Why TiAl₃ pushes sideways when it is squeezed along c

When a TiAl₃ crystal is squeezed along its long axis while its sides are held, it presses on the sides with only about a fifth of the stress that it puts up along the axis. The slant of the contacts between neighbouring atoms can account for a sideways push, and for part of the fall in its share as the crystal is stretched. Springs between nearest neighbours, however, give about twice the computed push. Something else stiffens the long axis without adding to the sideways stress in the same measure.

TiAl₃ (I4/mmm, 8-atom cell), strained along c from 8.554 Å with a held at 3.816 Å. Ansatz 0.2.0, PBEsol, plane-wave PAW, scalar-relativistic, no spin polarisation; cutoff 420 eV, Gamma-centred 10×10×4 k mesh, Gaussian smearing of 0.1 eV. Energies are extrapolated to zero smearing; stress is positive in compression, and stress yy equals stress xx.

```
strain (%)  energy change (meV/atom)  volume change (%)  c over a  stress xx (GPa)  stress zz (GPa)
        -3                      11.1              -3.00    2.1746             1.64             7.50
        -2                       4.9              -2.00    2.1970             1.00             4.94
        -1                       1.2              -1.00    2.2195             0.45             2.45
         0                       0.0               0.00    2.2419            -0.04             0.06
         1                       1.0               1.00    2.2643            -0.47            -2.22
         2                       4.2               2.00    2.2867            -0.85            -4.37
         3                       9.5               3.00    2.3091            -1.20            -6.38
```

Here a is the edge of the square base and c the height of the cell. Strain is the relative change of c alone. Stress zz acts along c and stress xx along the base edges; both are positive when the crystal is compressed and pushes outwards. At zero strain small stresses remain, 0.06 GPa along c and −0.04 GPa sideways, so the comparisons below use changes from that row.

The rows at ±1 % give two stiffnesses. Stress zz changes by about 234 GPa per unit of strain, a quantity called C33, and stress xx by about 46 GPa, called C13. Both belong to a crystal whose sides are held. C33 is therefore not Young's modulus, which belongs to a bar whose sides are free to bulge.

The tempting explanation is that only the volume matters. The base is held, so a 3 % squeeze along c takes away exactly 3 % of the volume, and a compressed substance pushes back. In a fluid it would push back equally in all directions. Stress xx would then rise by 7.4 GPa at −3 %, just as stress zz does, but it rises by only 1.7 GPa. The crystal evidently responds to the direction in which it is squeezed as well as to the volume it loses.

A better explanation starts from the contacts between atoms. Each atom has twelve near neighbours. Four lie in its own layer, 2.70 Å away, and keep that distance in every row because the base is held. The other eight lie in the layers above and below, and their distance grows from 2.82 Å at −3 % to 2.91 Å at +3 %. Symmetry fixes every atom's place in the cell, so no atom can move aside to ease the load.

Suppose that each contact acts as a spring, with a force that points along the line between the two atoms. A squeezed slanting contact then pushes partly upwards and partly outwards, like the leg of a stepladder. Each of the eight contacts spans a height c/4 and reaches sideways by a/2, four of them along x and four along y. A contact's part in the stress along a direction grows with the square of its extent in that direction. Adding up the contacts gives

change of xx / change of zz = 4 (a/2)² / [8 (c/4)²] = 2 / (c/a)²

The strength of the spring cancels, and so does its force law. Ti–Al and Al–Al contacts may carry different forces, but the fourfold symmetry of the crystal gives x and y the same mixture of them. The ratio therefore depends on the shape of the cell alone. The taller the cell is for its base, the steeper the contacts stand and the less they push outwards.

The row at +3 % serves as a worked example. There c/a is 2.3091, and the formula gives a ratio of 2/2.3091² = 0.375. Stress zz has changed by −6.38 − 0.06 = −6.44 GPa, so stress xx should change by 0.375 × (−6.44) = −2.4 GPa. The calculation gives −1.20 + 0.04 = −1.16 GPa. The sign is right and the size is twice too large, in a prediction that has no adjustable constant.

The same comparison in the other strained rows shows what the spring picture has caught. From −3 % to +3 % its ratio falls from 0.42 to 0.38, because the contacts stand up more steeply as the cell grows taller. The computed ratio falls too, from 0.23 to 0.18. In relative terms this is nearly twice the fall that geometry alone provides. The springs thus give the right direction of the trend and part of its extent.

The excess in size is fairly regular. If the spring prediction is multiplied by one common factor, chosen by least squares over all seven rows, the factor comes out at 0.51 and the largest miss is 0.08 GPa in a change of 1.68 GPa, at −3 %. This factor measures the shortfall and does not explain it. It does show that the missing ingredient is present throughout the series and is not a peculiarity of strong compression or strong stretching.

One candidate is resistance to a change of bond angle. Squeezing the cell along c makes the slanting contacts lie flatter. If the bonds prefer their original directions, they try to stand up again, and in doing so they push outwards along c and pull inwards at the sides. That raises stress zz and lowers stress xx, which is what the numbers call for. Directional bonds between the d orbitals of titanium and the p orbitals of aluminium would be a natural source of such forces, but the stresses alone do not prove that they are at work.

Another candidate is a force between more distant atoms. Every atom has others directly above and below it, half a cell height or about 4.3 Å away. A spring between them would stiffen the crystal along c and give no sideways push at all. To account for the whole discrepancy, such vertical springs would have to supply about half of C33. That is a large share for such distant atoms, though not an impossible one in a metal, where forces can reach beyond the nearest neighbours.

Stretching the crystal along c is also easier than squeezing it. Between −3 and −2 % the stiffness along c is about 256 GPa; between +2 and +3 % it is only about 201 GPa. Atoms resist being pushed together ever more strongly, while the pull between them grows more and more slowly as they are drawn apart. This is the usual behaviour of bonds, and it makes the energy curve lopsided: 3 % of compression costs 11.1 meV per atom and 3 % of stretching 9.5.

A simpler reading of that lopsided curve would be that the starting cell was slightly too short, so that stretching at first brings it closer to its best height. The small stress left at zero strain shows that this is true, but it accounts for only about 0.35 of the 1.6 meV difference. A parabola fitted by least squares to stress zz in all seven rows assigns about 1.0 meV to the change of stiffness. Most of the lopsidedness therefore comes from the change of stiffness and not from the choice of starting cell. The small remainder is mostly a matter of definition. The stresses belong to an energy that includes the electronic smearing, while the tabulated energies have it removed, and at −3 % this removal adds about 0.25 meV per atom to the energy change.

What the series leaves open is which force supplies the extra stiffness along c. A different deformation could help to decide: tilting the c axis sideways, with the atoms carried along by the cell. The slanting springs should resist a small tilt with the same stiffness with which they push sideways. If they alone supply the sideways push, that stiffness is C13. Vertical springs would add hardly anything, because the tilt barely changes their length. Bonds that prefer their directions would add to the resistance, because the tilt changes the angles at once. A resistance to tilting well above the 46 GPa of C13 would speak for directional bonds, and one close to it for the longer springs.
